# Margin comments on the van der Zwan–Hynes model of non-equilibrium solvation

**1. Premises.** The mass-weighted coordinates are $x$ (reaction) and $s$ ("solvent", here a lattice mode), both in $\mathrm{kg^{1/2}\,m}$. Near the saddle,

$$V=E_b-\tfrac12\omega_b^2x^2+\tfrac12\omega_s^2(s-ax)^2 .$$

All $\omega$ are angular frequencies, $a$ is dimensionless, and $\beta=1/k_BT$. The premises are:

- (P1) Motion is classical.
- (P2) The quadratic form above holds across the region where the fate of a trajectory is decided.
- (P3) Friction $\eta$ ($\mathrm{s^{-1}}$) and white noise $R$ act on $s$ only, with $\langle R(t)R(t')\rangle=2\eta k_BT\,\delta(t-t')$.
- (P4) The reactant well is harmonic, $\tfrac12\omega_0^2(x-x_w)^2+\tfrac12\omega_s^2(s-ax)^2$, and stays in thermal equilibrium up to the barrier energy.

**2. Which curvature is $\omega_b$?** Integrating $e^{-\beta V}$ over $s$ gives a Gaussian factor independent of $x$. The potential of mean force along $x$ is therefore $E_b-\tfrac12\omega_b^2x^2$, and $\omega_b$ is the curvature with the solvent relaxed to $s=ax$. With $s$ clamped, $\partial^2V/\partial x^2=-\omega_b^2+a^2\omega_s^2$, which defines the frozen-solvent (nonadiabatic) frequency

$$\omega_{na}^2=\omega_b^2-a^2\omega_s^2 .$$

It is lower than $\omega_b^2$ because a clamped solvent pulls $x$ back. It can be negative, and then the barrier top is a well for $x$ until $s$ moves. The reference rate is one-dimensional transition-state theory on the potential of mean force, $k_{TST}=(\omega_0/2\pi)e^{-\beta E_b}$, and $\kappa=k/k_{TST}$. A value of $\kappa$ has meaning only together with this reference.

**3. Eliminating $s$, with the initial conditions kept.** The equations of motion are

$$\ddot x=\omega_b^2x+a\omega_s^2\,y,\qquad \ddot s=-\omega_s^2\,y-\eta\dot s+R,\qquad y\equiv s-ax .$$

With $\hat f(z)=\int_0^\infty e^{-zt}f\,dt$, the second becomes

$$(z^2+\eta z)\hat s-(z+\eta)s_0-\dot s_0=-\omega_s^2\hat y+\hat R .$$

Insert $\hat s=\hat y+a\hat x$ and $s_0=y_0+ax_0$, and set $D(z)=z^2+\eta z+\omega_s^2$:

$$D\,\hat y=-a(z+\eta)(z\hat x-x_0)+(z+\eta)y_0+\dot s_0+\hat R .$$

The combination $z\hat x-x_0$ is the transform of $\dot x$, so the $x_0$ term is absorbed into a convolution with the velocity. Multiplying by $a\omega_s^2/D$ gives the generalized Langevin equation

$$\ddot x=\omega_b^2x-\int_0^t g(t-t')\,\dot x(t')\,dt'+F(t),\qquad \hat g(z)=\frac{a^2\omega_s^2\,(z+\eta)}{z^2+\eta z+\omega_s^2},$$

$$\hat F=a\omega_s^2\,\frac{(z+\eta)y_0+\dot s_0+\hat R}{D}.$$

With $\Omega^2=\omega_s^2-\eta^2/4$, write $D=(z+\eta/2)^2+\Omega^2$ and $z+\eta=(z+\eta/2)+\eta/2$. Inversion gives

$$g(t)=a^2\omega_s^2e^{-\eta t/2}\left[\cos\Omega t+\frac{\eta}{2\Omega}\sin\Omega t\right].$$

Two numbers characterise the kernel: $g(0)=a^2\omega_s^2=\omega_b^2-\omega_{na}^2$, and $\int_0^\infty g\,dt=\hat g(0)=a^2\eta$ for $\eta>0$.

**4. The noise is consistent.** $F=a\omega_s^2Y(t)$, where $Y$ solves $\ddot Y+\eta\dot Y+\omega_s^2Y=R$ with $Y(0)=y_0$ and $\dot Y(0)=\dot s_0$. Draw the solvent from equilibrium at given $x_0$, so that $\langle y_0^2\rangle=k_BT/\omega_s^2$, $\langle\dot s_0^2\rangle=k_BT$ and $\langle y_0\dot s_0\rangle=0$. This is the stationary distribution of $Y$, so $F$ is a stationary Gaussian process of zero mean, independent of $x_0$ and $\dot x_0$. Only the $y_0$ term correlates with $Y(0)$:

$$\int_0^\infty e^{-zt}\langle F(t)F(0)\rangle\,dt=a^2\omega_s^4\,\frac{k_BT}{\omega_s^2}\,\frac{z+\eta}{D}=k_BT\,\hat g(z).$$

The fluctuation–dissipation relation thus follows from the premises and need not be added.

**5. Why $\kappa=\lambda/\omega_b$.** Realise the damping mechanically by oscillators $q_j$ with energy $\sum_j\tfrac12\omega_j^2(q_j-c_js/\omega_j^2)^2$. The elimination of comment 3, applied to each undamped $q_j$, puts on $s$ the friction $\hat\eta(z)=\sum_j(c_j^2/\omega_j^2)\,z/(z^2+\omega_j^2)$. The continuum $\sum_jc_j^2/\omega_j^2\to(2\eta/\pi)\int_0^\infty d\omega$ gives $\hat\eta=\eta$, which is (P3). The whole system is now a quadratic Hamiltonian.

Let $K$ be its Hessian at the saddle and $K'$ the block for $(s,q_j)$. The Schur complement of $z^2+K'$ in $z^2+K$ is what remains after $s$ and $q_j$ are eliminated from the transformed equations, so

$$\det(z^2+K)=\left[z^2-\omega_b^2+z\hat g(z)\right]\det(z^2+K').$$

$K'$ is positive definite and $\det K=-\omega_b^2\det K'<0$, because $z\hat g\to0$ as $z\to0$. A symmetric matrix with a positive-definite block of one dimension less has at most one non-positive eigenvalue. $K$ therefore has exactly one negative eigenvalue $-\lambda^2$, and the others are $\Omega_i^2>0$. Two consequences follow. At $z=\lambda$ the bracket vanishes:

$$\lambda^2+\lambda\hat g(\lambda)=\omega_b^2 .$$

At $z=0$, $\lambda^2\prod_i\Omega_i^2=\omega_b^2\det K'$. The same step in the well gives $\prod_i\omega_{w,i}^2=\omega_0^2\det K'$ for its normal-mode frequencies $\omega_{w,i}$.

The unstable normal coordinate $\rho$ obeys $\ddot\rho=\lambda^2\rho$ and is uncoupled. A trajectory that crosses $\rho=0$ never returns, so the equilibrium one-way flux through $\rho=0$ is the exact rate under (P1)–(P4). The flux contributes $k_BT$ from the momentum of $\rho$, and each harmonic mode contributes a phase-space integral $2\pi k_BT/\omega$. The well has one more such mode than the dividing surface, hence

$$k=\frac1{2\pi}\frac{\prod_i\omega_{w,i}}{\prod_i\Omega_i}e^{-\beta E_b}=\frac{\omega_0}{2\pi}\,\frac{\lambda}{\omega_b}\,e^{-\beta E_b},\qquad \kappa=\frac{\lambda}{\omega_b}.$$

This is the Grote–Hynes result, reached by Pollak's normal-mode route. The recrossings that $\kappa$ counts are those of the plane $x=0$, which is tilted against $\rho=0$. A different $a$ in the well leaves $\omega_0^2\det K'$ unchanged. A different $\omega_s$ in the well alters the potential of mean force, hence $k_{TST}$, and leaves $\kappa$ alone.

**6. A more telling form.** Since $z(z+\eta)=D-\omega_s^2$, one has $z\hat g=a^2\omega_s^2(1-\omega_s^2/D)$, and

$$\lambda^2=\omega_{na}^2+f\,a^2\omega_s^2,\qquad f=\frac{\omega_s^2}{\lambda^2+\eta\lambda+\omega_s^2}.$$

For motion $\propto e^{\lambda t}$ the $s$ equation gives $s=f\,ax$. So $f$ is the fraction of its equilibrium displacement that the solvent achieves during the crossing. The left side rises from zero with $\lambda$, and the right side falls from $\omega_b^2$. There is exactly one positive root, and $\lambda<\omega_b$ for $a\ne0$. Since $0<f<1$, also $\lambda^2>\omega_{na}^2$. Raising $\eta$ lowers the right side at every $\lambda>0$, so $\kappa$ falls monotonically with $\eta$.

**7. Undamped mode.** At $\eta=0$, $\hat g=a^2\omega_s^2z/(z^2+\omega_s^2)$. Dividing the equation for $\lambda$ by $\omega_b^2$ gives

$$\kappa^2\left[1+\frac{a^2\omega_s^2}{\kappa^2\omega_b^2+\omega_s^2}\right]=1 .$$

With $r=\omega_s/\omega_b$ and $B=r^2(1+a^2)-1$ this is $\kappa^4+B\kappa^2-r^2=0$, so

$$\kappa^2=\tfrac12\left[-B+\sqrt{B^2+4r^2}\right].$$

The negative root is $-\omega_\perp^2/\omega_b^2$, where $\omega_\perp$ is the stable saddle frequency of the two-dimensional system. The product of the roots gives $\lambda\omega_\perp=\omega_b\omega_s$, so $\kappa=\omega_s/\omega_\perp$. Nothing is dissipated, yet $\kappa<1$: the reduction is the stiffening of the transverse mode when the dividing surface is turned from $x=0$ to $\rho=0$.

**8. Limits.**

- *Fast solvent*, $r\to\infty$ at fixed $a$ and $\eta=0$: $\kappa\to(1+a^2)^{-1/2}$, not 1. The solvent follows ($f\to1$) but brings its inertia, since $\tfrac12\dot x^2+\tfrac12\dot s^2=\tfrac12(1+a^2)\dot x^2$.
- *Frozen solvent*, $\omega_{na}^2>0$ and either $\omega_s\to0$ at fixed $a\omega_s$ or $\eta\to\infty$: $f\to0$ and $\kappa\to\omega_{na}/\omega_b$. Only $g(0)$ matters, and the rate saturates however large $\eta$ becomes.
- *Caging*, $\omega_{na}^2<0$: for $\eta=0$ and $B^2\gg4r^2$, $\kappa^2\approx r^2/B$. For $\eta\to\infty$, $\lambda\to0$ with $\eta\lambda$ finite, so $f\to-\omega_{na}^2/a^2\omega_s^2$ and $\lambda=\omega_s^2\omega_b^2/[\eta(a^2\omega_s^2-\omega_b^2)]$. The solvent motion is then the reaction.
- *Markov friction*: replacing $\hat g(\lambda)$ by $\gamma=\hat g(0)=a^2\eta$ gives Kramers' $\kappa_{Kr}=\sqrt{1+\gamma^2/4\omega_b^2}-\gamma/2\omega_b$, which tends to $\omega_b/\gamma$. The caged overdamped result exceeds this by the factor $a^2\omega_s^2/(a^2\omega_s^2-\omega_b^2)$, so the two meet only for $a^2\omega_s^2\gg\omega_b^2$.

**9. Which bending mode in BaZrO$_3$?** The proton hops between two oxygens on one edge of a ZrO$_6$ octahedron. Take the saddle to be symmetric under the mirror plane that bisects the O–Zr–O angle. Then $x$ is odd. Displacing the two oxygens perpendicular to their Zr–O bonds, in the plane of the angle, gives two combinations. The scissor $Q$ shortens the O–O distance and is even. It cannot appear as $xQ$, and its lowest coupling is $Qx^2$, which has no entry in the Hessian. At harmonic order it enters $E_b$, $\omega_b$ and $k_{TST}$, but not $\kappa$. The rock, in which the O–O pair turns about Zr at fixed separation, is odd, and it is the mode $s$. If each oxygen relaxes by $b$ per unit proton displacement and other atoms are ignored, mass weighting gives $a=b\sqrt{2m_O/m_H}$. The mass ratio is why a modest relaxation produces $a>1$.

**10. Range of validity.**

- (P1) needs $T$ well above the crossover temperature $T_c=\hbar\lambda/2\pi k_B$. Above $T_c$ the unstable mode multiplies the rate by $(u/2)/\sin(u/2)$ with $u=\beta\hbar\lambda$. Each well mode contributes $\sinh(v/2)/(v/2)$ with $v=\beta\hbar\omega$, and each stable saddle mode the inverse of such a factor.
- (P2) and the harmonic well neglect terms of relative order $k_BT/E_b$. They include the $Qx^2$ coupling and any variation of $a$ or $\omega_s$ along $x$.
- (P3) needs the bath of $s$ to be memoryless at frequency $\lambda$. Otherwise $\eta$ is replaced by $\hat\eta(\lambda)$, and comment 5 stands unchanged.
- (P4) needs the energy $\Delta E$ lost on one excursion from the barrier through the well and back to satisfy $\delta=\beta\Delta E\gg1$. Otherwise the rate turns over into energy-diffusion control. At $\eta=0$ strictly, the two coordinates are isolated. The formulas of comment 7 then mean $\eta\ll\lambda$, with $\eta$ still large enough to re-thermalise $s$ between hops.
- One mode stands for the phonon spectrum. Several independent odd modes add their $\hat g$.

**11. Numerical illustration.** The inputs are approximate model values of typical size: $\omega_b=1.5\times10^{14}\ \mathrm{s^{-1}}$ (796 cm$^{-1}$), $\omega_s=6.0\times10^{13}\ \mathrm{s^{-1}}$ (319 cm$^{-1}$), $a^2=2$, $E_b=4.0\times10^{-20}$ J (0.25 eV) and $T=800$ K. With $m_H=1.008$ u and $m_O=16.00$ u, $a^2=2$ means $b=0.25$.

Then $r=0.4$, $a^2r^2=0.32$ and $\omega_{na}^2/\omega_b^2=0.68$, so $\omega_{na}=1.24\times10^{14}\ \mathrm{s^{-1}}$. Caging would need $a^2>1/r^2=6.25$. At $\eta=0$, $B=-0.52$ and $\kappa^2=\tfrac12(0.52+\sqrt{0.9104})=0.737$. This gives $\lambda=1.288\times10^{14}\ \mathrm{s^{-1}}$ and $\omega_\perp=6.99\times10^{13}\ \mathrm{s^{-1}}$. For $\eta>0$ one solves $\kappa^2=0.68+0.0512/(\kappa^2+\kappa\eta/\omega_b+0.16)$.

| $\eta$ ($\mathrm{s^{-1}}$) | $\kappa$ | $f$ | $\kappa_{Kr}$ |
|---|---|---|---|
| 0 | 0.859 | 0.178 | 1 |
| $1.5\times10^{13}$ | 0.856 | 0.164 | 0.905 |
| $1.5\times10^{14}$ | 0.843 | 0.093 | 0.414 |
| $\infty$ | 0.825 | 0 | 0 |

Three figures are shown only to display the trend within the model. The oxygens achieve under a fifth of their equilibrium shift during the crossing, and $\kappa$ hardly depends on $\eta$. The Markov formula lies above the model result at weak damping and far below it at strong damping.

The neglected terms compare as follows with the reduction $1-\kappa=0.14$.

- *Tunnelling.* $T_c=157$ K and $u/2=0.615$, so the factor is 1.07, about half the size of the effect and opposite in sign.
- *Zero-point energy.* A typical O–H stretch of $6.5\times10^{14}\ \mathrm{s^{-1}}$ has $v/2=3.10$ and contributes a factor 3.6. Transverse proton modes, absent from the model, modify this further.
- *Anharmonicity.* $\beta E_b=3.62$, so $k_BT/E_b=0.28$. For the quartic shape $E_b(1-x^2/x_w^2)^2$, second-order expansion about the minimum enlarges the well integral by the fraction $3k_BT/16E_b=0.05$ at leading order. This lowers $k_{TST}$. The anharmonic change of $\kappa$ itself depends on couplings the model does not specify.
- *Energy loss.* In the same quartic shape $x_w^2=4E_b/\omega_b^2$, and the orbit at the barrier energy is $x=\sqrt2x_w\,\mathrm{sech}\,\omega_bt$. It drives the undamped mode through $\ddot y+\omega_s^2y=-a\ddot x$, which leaves $\Delta E=\tfrac12a^2\omega_s^4|\tilde x|^2$. Here $\tilde x=\int x\,e^{i\omega_st}dt=\sqrt2x_w(\pi/\omega_b)\,\mathrm{sech}(\pi r/2)$, so $\Delta E=4\pi^2a^2r^4\,\mathrm{sech}^2(\pi r/2)\,E_b=1.4E_b$ and $\delta\approx5$. A loss above $E_b$ shows that using the unperturbed orbit is too crude, so this fixes only the scale. The depopulation function of Mel'nikov and Meshkov, quoted here without derivation, is $A(\delta)=\exp\{\pi^{-1}\int_0^\infty\ln[1-e^{-\delta(\xi^2+1/4)}]\,d\xi/(\xi^2+\tfrac14)\}$. A symmetric double well carries the factor $A(\delta)^2/A(2\delta)$, which is 0.79 at $\delta=5$, with $A(5)=0.88$.

For these inputs the model supports a classical saddle-point factor $\kappa$ between 0.82 and 0.86 for any damping. An absolute hop rate needs the quantum and turnover factors as well, since they are as large as $1-\kappa$ or larger.